\section*{Noise-limited energy of an analogue dot product}

\subsection*{Statement}
A column of $N$ cells is held at virtual ground. Row $i$ is driven at $s_iV$ ($s_i=\pm1$, $V>0$) for a time $t$, and a boxcar integrator returns $\bar I=Q/t$. Each cell has the chord conductance $G=I/V$, equal for both polarities, and independent white current noise of one-sided density $S=2\varepsilon G$. For single-step elastic tunnelling, with $q>0$ the elementary charge,
\begin{equation}
\varepsilon=qV\coth\frac{qV}{2kT}\;\to\;
\begin{cases}2kT, & qV\ll 2kT \ \text{(Johnson)},\\ qV, & qV\gg 2kT\ \text{(shot)}.\end{cases}
\label{eq:eps}
\end{equation}
SNR is the amplitude ratio of signal to rms noise; for independent, equiprobable signs the signal is the rms over inputs. The variance of $\bar I$ and the energy $E=NGV^2t$ dissipated in the cells obey
\begin{equation}
\sigma^2=\frac{\varepsilon NG}{t},\qquad
E_{\rm equal}=\varepsilon\,\mathrm{SNR}^2,\qquad
E_{\rm random}=N\varepsilon\,\mathrm{SNR}^2 .
\label{eq:result}
\end{equation}
In the Johnson limit $\sigma^2=2kTNG/t$. With $b=\log_2\mathrm{SNR}$, each bit costs a factor 4 at fixed $\varepsilon$.

The numbers are for Hf$_{0.5}$Zr$_{0.5}$O$_2$ tunnel junctions with assumed inputs $G=1$ nS, $V=0.2$ V, $T=300$ K, $N=256$, $\mathrm{SNR}=64$ (6 bits, $\mathrm{SNR}^2=4096$). Then $2kT=0.0517$ eV, $qV/2kT=3.87$, $\coth=1.0009$ and $\varepsilon=0.2002$ eV, so the cells are shot-limited. The column dissipates $NGV^2=63.9$ eV/ns.

\subsection*{A wrong attempt}
The following argument is wrong. An integrator of duration $t$ passes frequencies up to $1/t$, so
\begin{equation}
B=\frac1t\qquad\text{(wrong)}.
\label{eq:slip}
\end{equation}
Then $\sigma^2=NSB=2\varepsilon NG/t$, or $4kTNG/t$ for Johnson noise. With the signal $NGV$,
\begin{equation}
\mathrm{SNR}^2=\frac{NGV^2t}{2\varepsilon},\qquad E_{\rm equal}=2\varepsilon\,\mathrm{SNR}^2\qquad\text{(wrong)},
\end{equation}
which gives 1640 eV and $t=25.7$ ns, and $4.20\times10^5$ eV for random signs. All of these are wrong.

\subsection*{Symptom}
In the shot limit electrons cross independently, so their number is Poisson distributed and its variance equals its mean $n=NGVt/q$. For equal signs this forces $\mathrm{SNR}^2=n$. In 25.7 ns the column collects $n=8.20\times10^3$ electrons, and $\sqrt n=90.5$, not 64. The attempt implies the variance $t^2\sigma^2/q^2=2n$, a Fano factor of 2 for independent events.

The Johnson limit fails a similar test. A capacitor $C$ shunted by one cell obeys $d\langle Q^2\rangle/dt=D-2G\langle Q^2\rangle/C$, where $D$ is the growth rate of the variance of the integrated noise charge, so $\langle Q^2\rangle\to DC/2G$. The attempt has $D=4kTG$ and yields $2kTC$, twice the equipartition value $kTC$.

\subsection*{The faulty line}
The fault is Eq.~(\ref{eq:slip}). The frequency $1/t$ is the first zero of the boxcar response, not its noise bandwidth. It is also the integral of $|H|^2$ over positive and negative frequencies, which belongs with the two-sided density $S/2$. Pairing it with the one-sided $S$ counts every frequency twice.

\subsection*{Mended calculation}
The average over $[0,t]$ has
\begin{equation}
H(f)=\frac1t\int_0^t e^{-2\pi i f\tau}\,d\tau,\qquad |H|^2=\frac{\sin^2\pi ft}{(\pi ft)^2},
\end{equation}
and with $u=\pi ft$
\begin{equation}
B=\int_0^\infty|H|^2df=\frac1{\pi t}\int_0^\infty\frac{\sin^2u}{u^2}\,du=\frac1{\pi t}\,\frac{\pi}{2}=\frac1{2t}.
\end{equation}
Hence $\sigma^2=N\cdot2\varepsilon G\cdot(1/2t)=\varepsilon NG/t$.

Counting gives the same variance with no bandwidth at all. Forward and backward events are independent Poisson processes with rates $\Gamma_\pm$, detailed balance gives $\Gamma_-/\Gamma_+=e^{-qV/kT}$, and $I=q(\Gamma_+-\Gamma_-)$. Per cell
\begin{equation}
\mathrm{Var}\,Q=q^2(\Gamma_++\Gamma_-)\,t=qIt\coth\frac{qV}{2kT}=\varepsilon Gt,
\end{equation}
which yields Eq.~(\ref{eq:eps}) and, for $V\to0$, $D=2kTG$ as equipartition demands.

The signal is $GV\sum_is_i$. For equal signs its square is $N^2G^2V^2$. For random signs $\langle s_is_j\rangle=\delta_{ij}$ and the mean square is $NG^2V^2$, while noise and dissipation are unchanged. Division by $\sigma^2$ gives
\begin{equation}
\mathrm{SNR}^2_{\rm equal}=\frac{NGV^2t}{\varepsilon}=\frac{E}{\varepsilon},\qquad
\mathrm{SNR}^2_{\rm random}=\frac{GV^2t}{\varepsilon}=\frac{E}{N\varepsilon},
\end{equation}
which is Eq.~(\ref{eq:result}). The factor 4 per bit holds when $t$ or $G$ is raised. If a shot-limited cell gains its bit from $V$ at fixed $G$ and $t$, then $\mathrm{SNR}^2\propto V$ and $E\propto V^2$, and the bit costs a factor 16.

\subsection*{Size of the error}
\begin{center}
\begin{tabular}{lcc}
\hline
 & wrong & correct\\
\hline
$E_{\rm equal}$ (eV) & 1640 & 820\\
$t$, equal signs (ns) & 25.7 & 12.8\\
$E_{\rm random}$ ($10^5$ eV) & 4.20 & 2.10\\
$t$, random signs ($\mu$s) & 6.57 & 3.28\\
$E_{\rm equal}$, Johnson limit (eV) & 424 & 212\\
\hline
\end{tabular}
\end{center}
The slip doubles energy and time for any $N$, $G$, $V$ and $T$. At fixed $t$ it understates SNR by $\sqrt2$ (45.3 in place of 64), which is half a bit or 3.0 dB. The model's energy per term is 3.20 eV for equal signs and 820 eV (0.131 fJ) for random signs.

These values are floors set by white noise in the cells, and several neglected terms rival them. For an assumed area of $10^6$ nm$^2$, thickness 4 nm and a typical relative permittivity of about 30, a cell has $C=66$ fF. A hard-switched pulse dissipates $CV^2=1.7\times10^4$ eV, 20 times the random-sign energy per term, and its displacement charge cancels only if the window contains both pulse edges. In the random-sign case the noise charge is $1.0\times10^3$ electrons, which an amplifier input noise of 9.7 $\mu$V rms on the 17 pF of the cells already equals. Slow independent conductance fluctuations of relative rms size $\delta$ do not average down with $t$; they cap the random-sign SNR at $1/\delta$, so 6 bits need $\delta$ below 1.6 per cent. In the other direction, sequential tunnelling through a trap can lower the shot noise by up to one half. Complete analogue in-memory circuits typically spend of order 1 to 10 fJ per term, mostly in converters and line charging, so the model's 0.131 fJ lies roughly one to two orders of magnitude below practice.